**Why the strain-energy map of fcc platinum is a valley: costly volume, cheap shape**

The table holds the free energy change per atom of fcc Pt over normal strains along x and z with y fixed, from scalar-relativistic plane-wave LDA without spin (Ansatz 0.2.0). The program fits all 63 points with a cubic elastic expansion to second, third and fourth order in Lagrangian strain, a nearest-neighbour bond model, and a Birch-Murnaghan volume term plus a constant shear modulus, and tests each on two strain columns outside the fit. Gradients near zero give C11 = 381 GPa and C12 = 271 GPa, so the valley starts with slope −0.71 and the tetragonal shear modulus is only about 55 GPa. The bond model misses by 24 meV rms, while the three-parameter volume-plus-shear form leaves 0.66 meV and the seven-constant fourth-order series 0.45 meV, both above the rounding of the table. The output also lists the minimum, volume change and curvature of every column.

Calculated values. Ansatz 0.2.0, scalar-relativistic LDA with PAW, for fcc Pt in a one-atom cell: 420 eV plane-wave cutoff, 20×20×20 k mesh, Gaussian smearing of 0.15 eV, no spin polarization. The first and second strains are normal strains along the cubic axes x and z, with y held fixed. Free energies are relative to the relaxed cell, and symmetry fixes the atom's position.

## Analysis program

```python
# Table: free energy change (meV/atom) of fcc Pt over normal strains along x (columns) and z (rows),
# y fixed; Ansatz 0.2.0, LDA, PAW, no spin. Tested: cubic elastic expansion (order 2, 3, 4 in
# Lagrangian strain), nearest-neighbour bonds only, Birch-Murnaghan volume term plus constant shear.
T = {
    'second_strain': [-0.07, -0.0525, -0.035, -0.0175, 0.0, 0.0175, 0.035, 0.0525, 0.07],
    'E_1': [466.1, 356.1, 266.2, 194.9, 140.6, 101.8, 76.7, 63.9, 62.1],  # meV an atom
    'E_2': [297.9, 212.8, 145.7, 95.1, 59.5, 37.6, 27.8, 28.8, 39.3],  # meV an atom
    'E_4': [99.0, 54.0, 23.3, 5.7, 0.0, 5.0, 19.6, 42.8, 73.4],  # meV an atom
    'E_5': [56.4, 27.2, 10.9, 6.3, 12.3, 27.7, 51.8, 83.6, 122.0],  # meV an atom
    'E_6': [44.0, 28.3, 24.3, 30.8, 46.7, 71.2, 103.3, 142.2, 187.2],  # meV an atom
    'E_7': [56.4, 52.1, 58.5, 74.6, 99.2, 131.5, 170.6, 215.7, 266.2],  # meV an atom
    'E_8': [89.4, 94.5, 109.7, 133.9, 165.9, 205.0, 250.2, 300.8, 356.2],  # meV an atom
}
import numpy as np
from scipy.constants import e as qe
keys = ['E_1', 'E_2', 'E_4', 'E_5', 'E_6', 'E_7', 'E_8']
x = np.array([-0.0825, -0.055, 0.0, 0.0275, 0.055, 0.0825, 0.11])  # column settings
z = np.array(T['second_strain'], float); E = np.array([T[k] for k in keys], float)
u = 14.76e-30*1e9/qe*1e3   # meV/atom per GPa at 14.76 A^3
g0 = -10.8                 # meV per unit strain at rest, further output of the same runs
# further outputs of the same runs: gradients (eV) next to zero, and two unprinted columns (meV)
c11g = (0.57145+0.65598)/0.035*1e3/u; c12g = (0.40331+0.47052)/0.035*1e3/u
extra = {-0.0275: [177.52, 114.04, 66.565, 33.744, 14.272, 6.887, 10.312, 23.283, 44.58],
         -0.11: [688.9, 550.13, 434.12, 339.07, 263.18, 204.7, 161.98, 133.51, 117.75]}
def basis(m, a, b):
    p, q = a+a*a/2, b+b*b/2
    L = [(p*p+q*q)/2, p*q, (p**3+q**3)/6, (p*p*q+p*q*q)/2,
         (p**4+q**4)/24, (p**3*q+p*q**3)/6, p*p*q*q/4]
    if m == 'bonds':
        d = [np.sqrt(1+p+q)-1, np.sqrt(1+p)-1, np.sqrt(1+q)-1]
        L = [sum(t**2 for t in d), sum(t**3 for t in d)]
    elif m == 'BM+shear':
        f = ((1+a)*(1+b))**(-2/3)-1; h, k = np.log(1+a), np.log(1+b)
        L = [9/8*f*f, 9/16*f**3, h*h+k*k-(h+k)**2/3]
    else:
        L = L[:{'order2': 2, 'order3': 4, 'order4': 7}[m]]
    return u*np.array(L).T
A, B = [t.ravel() for t in np.meshgrid(x, z, indexing='ij')]; y = E.ravel()
C = {}
mod = lambda m, a, b: basis(m, a+0*b, b+0*a) @ C[m] + g0*(a+b)
print(f"1 GPa = {u:.2f} meV/atom; rounding of table 0.05 meV max, {0.1/12**.5:.3f} rms; rest stress {-g0/u:.2f} GPa")
print("fits to 63 points (meV): rms, worst model-table at (e1,e3); rms on unprinted e1=-0.0275, -0.11")
for m in ['order2', 'order3', 'order4', 'bonds', 'BM+shear']:
    C[m] = np.linalg.lstsq(basis(m, A, B), y-g0*(A+B), rcond=None)[0]
    r = mod(m, A, B)-y; i = np.argmax(abs(r))
    o = [np.sqrt(np.mean((mod(m, a, z)-np.array(v))**2)) for a, v in extra.items()]
    print(f" {m:9s} rms {np.sqrt(np.mean(r*r)):6.2f} worst {r[i]:+7.2f} at ({A[i]:+.4f},{B[i]:+.4f}); {o[0]:6.2f} {o[1]:6.2f}")
print("constants in GPa: C11 C12 C111 C112 C1111 C1112 C1122")
for m in ['order2', 'order3', 'order4']:
    print(f" {m}:", ' '.join(f"{c:.0f}" for c in C[m]), f"; C12/C11 {C[m][1]/C[m][0]:.3f}")
print(f" bonds: C11 {C['bonds'][0]:.0f}, C12/C11 fixed 0.5, mode ratio fixed 3")
b = C['BM+shear']; print(f" BM+shear: B {b[0]:.0f} GPa, B' {4+b[1]/b[0]:.2f}, C' {b[2]:.1f} GPa")
for n, (c1, c2) in [('gradients', (c11g, c12g)), ('order4', C['order4'][:2])]:
    print(f"{n}: C11 {c1:.0f} C12 {c2:.0f} ratio {c2/c1:.3f} B {(c1+2*c2)/3:.0f} C' {(c1-c2)/2:.1f} GPa")
    print(f"  (C11+C12)/(C11-C12) {(c1+c2)/(c1-c2):.2f}; valley stiffness {c1-c2*c2/c1:.0f} GPa; Poisson {c2/(c1+c2):.3f}")
    print(f"  (001) film: 2C12/C11 {2*c2/c1:.2f}, biaxial modulus {c1+c2-2*c2*c2/c1:.0f}; C12-C11/2 {c2-c1/2:.0f} GPa")
g = np.linspace(-0.09, 0.09, 3601); gi = g[abs(g) < 0.0751]
P = [np.polyfit(z, e, 4) for e in E]; zm = []; cv = []
print("column minima (quartic through each column); harm = gradient constants, small strain")
print("   e1    e3min  -e3min/e1  harm   order3  order4 | Emin  harm meV | dV/V % | curvature at e3=0 GPa")
for a, p in zip(x, P):
    v = np.polyval(p, gi); j = np.argmin(v); zm.append(gi[j]); cv.append(2*p[2]/u)
    rt = f"{-gi[j]/a:6.3f}" if a else "     -"
    m3, m4 = [g[np.argmin(mod(m, a, g))] for m in ('order3', 'order4')]
    print(f"{a:+.4f} {gi[j]:+.4f} {rt} {-c12g/c11g*a:+.4f} {m3:+.4f} {m4:+.4f} | {v[j]:5.1f} {u*(c11g-c12g**2/c11g)*a*a/2:5.1f} | {100*((1+a)*(1+gi[j])-1):+.2f} | {cv[-1]:.0f}")
print(f"curvature ratio first/last column {cv[0]/cv[-1]:.2f}")
for j in (1, 7):
    hq = u*(c11g*(x[4]**2+z[j]**2)/2+c12g*x[4]*z[j])
    print(f"e1=0.055 e3={z[j]:+.4f}: table {E[4,j]:.1f}, harm {hq:.1f}, order4 {float(mod('order4',x[4],z[j])):.1f} meV, dV/V {100*((1+x[4])*(1+z[j])-1):+.1f} %")
print(f"  ratio same/opposite sign {E[4,7]/E[4,1]:.2f}")
print(f"e1=0, e3=-+0.07: even part {(E[2,0]+E[2,8])/2:.1f} (harm {u*c11g*z[8]**2/2:.1f}), odd part {(E[2,0]-E[2,8])/2:.1f} meV, ratio {E[2,0]/E[2,8]:.2f}")
print(f"e3=0, e1=-+0.0825: even part {(E[0,4]+E[5,4])/2:.1f} (harm {u*c11g*x[5]**2/2:.1f}), odd part {(E[0,4]-E[5,4])/2:.1f} meV, ratio {E[0,4]/E[5,4]:.2f}")
print("x-z symmetry, E(e,0)-E(0,e) meV:", ' '.join(f"e={x[i]:+.4f}: {E[i,4]-np.polyval(P[2],x[i]):+.2f}" for i in (1, 3, 4)))
assert np.all(np.diff(zm) < 0) and np.all(np.diff(cv) < 0)
assert 0.5 < C['order4'][1]/C['order4'][0] < 1 and 0.5 < c12g/c11g < 1
assert C['order3'][2] < 0 and E[2, 0] > E[2, 8]
```

It prints:

```
1 GPa = 92.12 meV/atom; rounding of table 0.05 meV max, 0.029 rms; rest stress 0.12 GPa
fits to 63 points (meV): rms, worst model-table at (e1,e3); rms on unprinted e1=-0.0275, -0.11
 order2    rms  44.24 worst -189.11 at (-0.0825,-0.0700);  23.47 158.38
 order3    rms   3.66 worst  -13.61 at (+0.1100,+0.0700);   2.09  14.75
 order4    rms   0.45 worst   -1.75 at (-0.0825,-0.0700);   0.51   3.96
 bonds     rms  23.93 worst  +72.54 at (+0.1100,-0.0700);   9.53  43.73
 BM+shear  rms   0.66 worst   +1.96 at (-0.0825,+0.0000);   0.45   5.01
constants in GPa: C11 C12 C111 C112 C1111 C1112 C1122
 order2: 320 235 ; C12/C11 0.735
 order3: 403 296 -3394 -1793 ; C12/C11 0.735
 order4: 382 274 -3531 -1950 20644 12634 10870 ; C12/C11 0.717
 bonds: C11 414, C12/C11 fixed 0.5, mode ratio fixed 3
 BM+shear: B 307 GPa, B' 6.12, C' 51.8 GPa
gradients: C11 381 C12 271 ratio 0.712 B 308 C' 54.8 GPa
  (C11+C12)/(C11-C12) 5.94; valley stiffness 188 GPa; Poisson 0.416
  (001) film: 2C12/C11 1.42, biaxial modulus 266; C12-C11/2 81 GPa
order4: C11 382 C12 274 ratio 0.717 B 310 C' 54.0 GPa
  (C11+C12)/(C11-C12) 6.08; valley stiffness 186 GPa; Poisson 0.418
  (001) film: 2C12/C11 1.43, biaxial modulus 263; C12-C11/2 83 GPa
column minima (quartic through each column); harm = gradient constants, small strain
   e1    e3min  -e3min/e1  harm   order3  order4 | Emin  harm meV | dV/V % | curvature at e3=0 GPa
-0.0825 +0.0644  0.781 +0.0587 +0.0656 +0.0644 |  61.6  58.9 | -2.34 | 546
-0.0550 +0.0419  0.762 +0.0392 +0.0426 +0.0419 |  27.0  26.2 | -1.54 | 482
+0.0000 +0.0003      - -0.0000 +0.0003 +0.0003 |  -0.0   0.0 | +0.03 | 380
+0.0275 -0.0189  0.687 -0.0196 -0.0195 -0.0190 |   6.2   6.5 | +0.81 | 338
+0.0550 -0.0374  0.679 -0.0392 -0.0384 -0.0373 |  24.2  26.2 | +1.56 | 301
+0.0825 -0.0546  0.661 -0.0587 -0.0563 -0.0548 |  52.0  58.9 | +2.34 | 271
+0.1100 -0.0694  0.631 -0.0783 -0.0731 -0.0716 |  89.4 104.6 | +3.29 | 247
curvature ratio first/last column 2.21
e1=0.055 e3=-0.0525: table 28.3, harm 29.3, order4 28.3 meV, dV/V -0.0 %
e1=0.055 e3=+0.0525: table 142.2, harm 173.5, order4 142.1 meV, dV/V +11.0 %
  ratio same/opposite sign 5.02
e1=0, e3=-+0.07: even part 86.2 (harm 85.9), odd part 12.8 meV, ratio 1.35
e3=0, e1=-+0.0825: even part 119.9 (harm 119.3), odd part 20.7 meV, ratio 1.42
x-z symmetry, E(e,0)-E(0,e) meV: e=-0.0550: -0.02 e=+0.0275: +0.05 e=+0.0550: -0.02
```
